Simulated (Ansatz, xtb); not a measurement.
Ligand exchange: BH(CH3)Cl + SnH3(NH2) → BH(CH3)(NH2) + SnH3Cl

Gas-phase species: BH(CH3)Cl, singlet; SnH3(NH2), singlet; BH(CH3)(NH2), singlet; SnH3Cl `[Cl][SnH3]`, singlet. The partners trade Cl for NH2: B–Cl and Sn–NH2 bonds give way to B–NH2 and Sn–Cl.

Shapes, held fixed at every level: PBE0-D4/def2-TZVP. Programs: Ansatz 0.2.0, xtb 6.7.1. The zero-point and thermal change to 298 K, harmonic and unscaled (PBE0-D4/def2-TZVP), is +6.4 kJ/mol.

```tsv
level	kind	ΔH(298 K) (kJ/mol)	less CCSD(T)/def2-TZVPP
GFN2-xTB	semi-empirical	-136.0	-7.7
HF/def2-TZVPP	Hartree–Fock	-145.6	-17.3
SPW92/def2-TZVPP	LDA	-139.0	-10.7
PBE-D4/def2-TZVPP	GGA	-133.2	-4.9
r2SCAN-D4/def2-TZVPP	meta-GGA	-135.9	-7.6
r2SCAN0-D4/def2-TZVPP	global hybrid	-139.1	-10.8
MP2/def2-SVP	perturbation theory	-138.4	-10.1
CCSD/def2-SVP	coupled cluster or CI	-141.3	-13.0
CCSD(T)/def2-TZVPP	coupled cluster or CI	-128.3	0.0
```

The highest level, CCSD(T)/def2-TZVPP, gives ΔH(298 K) = -128.3 kJ/mol; the levels span -145.6 to -128.3. The column of differences is taken from that level and isn't an error. No measured value is set beside it here. For atoms past krypton def2 sets carry core potentials with scalar relativity. Outer-core shells of Sn are correlated, in sets that cover them unevenly. CCSD(T)/def2-TZVPP lies outside the range of the other correlated levels here, so it shouldn't be taken on trust.

The exchange is strongly exothermic at every level, and the spread between methods is small beside the reaction enthalpy itself. The main driving force is probably π bonding at boron. Three-coordinate boron has an empty p orbital, which the nitrogen lone pair fills far more effectively than a chlorine lone pair does, giving the B–N bond partial double-bond character. Tetravalent tin has no comparable low-lying acceptor orbital, so the amide gives up little π stabilisation on leaving it, while chloride still forms a strong, polar Sn–Cl bond. The positive zero-point and thermal term fits this picture, since a stiffer B–N bond would raise the vibrational energy of the products.

Hartree–Fock already gives the same sign and a similar magnitude, as expected when the number and broad type of bonds are conserved, though it overshoots CCSD(T)/def2-TZVPP by 17.3 kJ/mol and is the most exothermic level here. The direction of exchange is therefore secure, but a preference among the density functionals is not. The step from CCSD to CCSD(T) can't be read as a triples effect, because the basis set changes with it.
